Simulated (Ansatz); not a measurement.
# WC: pressure and energy less free atoms against volume per atom

All results are calculated (Ansatz 0.2.0). Periodic Kohn-Sham DFT of a crystal at fixed atoms; pressure and stress are positive in compression; the energy is the free energy less that of spherical unpolarised free atoms; site moments are those in the method's own spheres, positive along +z.

Cell of the first row (space group P-6m2, No. 187):
```
cell vectors (Å)
   2.8413     0.0000     0.0000
  -1.4206     2.4606     0.0000
   0.0000     0.0000     2.7712
atoms (fractions of the cell vectors)
W   0.00000  0.00000  0.00000
C   0.66667  0.33333  0.50000
```

Settings of every row: method all-electron LAPW; functional PBEsol; relativity scalar; k mesh 14x14x13; filling fermi-dirac; smearing width 0.05 eV; basis error target 0.5 meV/atom; nucleus gaussian.

Atom start moment: 0 on all atoms.

Limits: no spin-orbit coupling on heavy atoms.

```
row  volume per atom (Å³)  pressure (GPa)  energy less free atoms (eV/atom)
  1                 9.687          27.862                           -11.149
  2                 9.894          17.355                           -11.178
  3                  10.1           7.882                          -11.1941
  4                10.203           3.501                          -11.1977
  5                10.306          -0.659                          -11.1986
  6                10.409          -4.609                          -11.1969
  7                10.512          -8.358                          -11.1928
  8                10.718               ?                                 ?
  9                10.924         -21.544                          -11.1537
```

Question: what pressure and energy less free atoms should row 8 give?

Worked fit of pressure. Take u = (V_r/V)^(2/3) − 1 with V_r = 10.255 Å³ an atom, which is twice the finite (Eulerian) strain; such expansions in the strain, on which the Birch-Murnaghan equation of state is built, carry the rest volume and the bulk modulus. The shown rows have u = 0.03872, 0.02418, 0.01021, 0.00339, -0.0033, -0.00989, -0.01637, -0.04126. Least squares give pressure = 1.3781 + 621.733 × u + 1606.53 × u² GPa; a straight line predicts inner rows, each left out in turn, worse (root mean square 0.77 against 0.0092 GPa). The rows lie off it by 0.002, 0.004, -0.011, -0.003, -0.003, 0.005, 0.011, -0.004 (root mean square 0.0063 GPa). The pressure vanishes at u = -0.0022, or V = 10.29 Å³ an atom, and there the bulk modulus at fixed shape and fractions is B = −V dP/dV = (2/3)(1 + u) dP/du = 409 GPa. Letting shape and atoms relax would as a rule lower it, by much in layered, chain or molecular crystals. The withheld row has u = -0.02901, so the fit gives 1.3781 + 621.733 × (-0.02901) + 1606.53 × (-0.02901)² = -15.306 GPa.

The calculation gave -15.296 GPa. The fit lies 0.010 GPa (0.02 % of the column's range) below it; its largest miss of a shown row is 0.011 GPa.

Worked fit of energy less free atoms. Take u = (V_r/V)^(2/3) − 1 with V_r = 10.255 Å³ an atom, which is twice the finite (Eulerian) strain; such expansions in the strain, on which the Birch-Murnaghan equation of state is built, carry the rest volume and the bulk modulus. The shown rows have u = 0.03872, 0.02418, 0.01021, 0.00339, -0.0033, -0.00989, -0.01637, -0.04126. Least squares give energy less free atoms = −11.1985 + 0.1337 × u + 29.56 × u² eV/atom; a straight line predicts inner rows, each left out in turn, worse (root mean square 0.014 against 3.5e-05 eV/atom). All shown rows lie on it to the printed digit. Its lowest point lies at u = -0.0023, or V = 10.29 Å³ an atom, and the curvature there gives the bulk modulus at fixed shape and fractions, B = (4/9)(1 + u)² E″(u)/V = 407 GPa. Letting shape and atoms relax would as a rule lower it, by much in layered, chain or molecular crystals. The withheld row has u = -0.02901, so the fit gives −11.1985 + 0.1337 × (-0.02901) + 29.56 × (-0.02901)² = -11.1775 eV/atom.

The calculation gave -11.1775 eV/atom. The fit meets it to the printed digit.
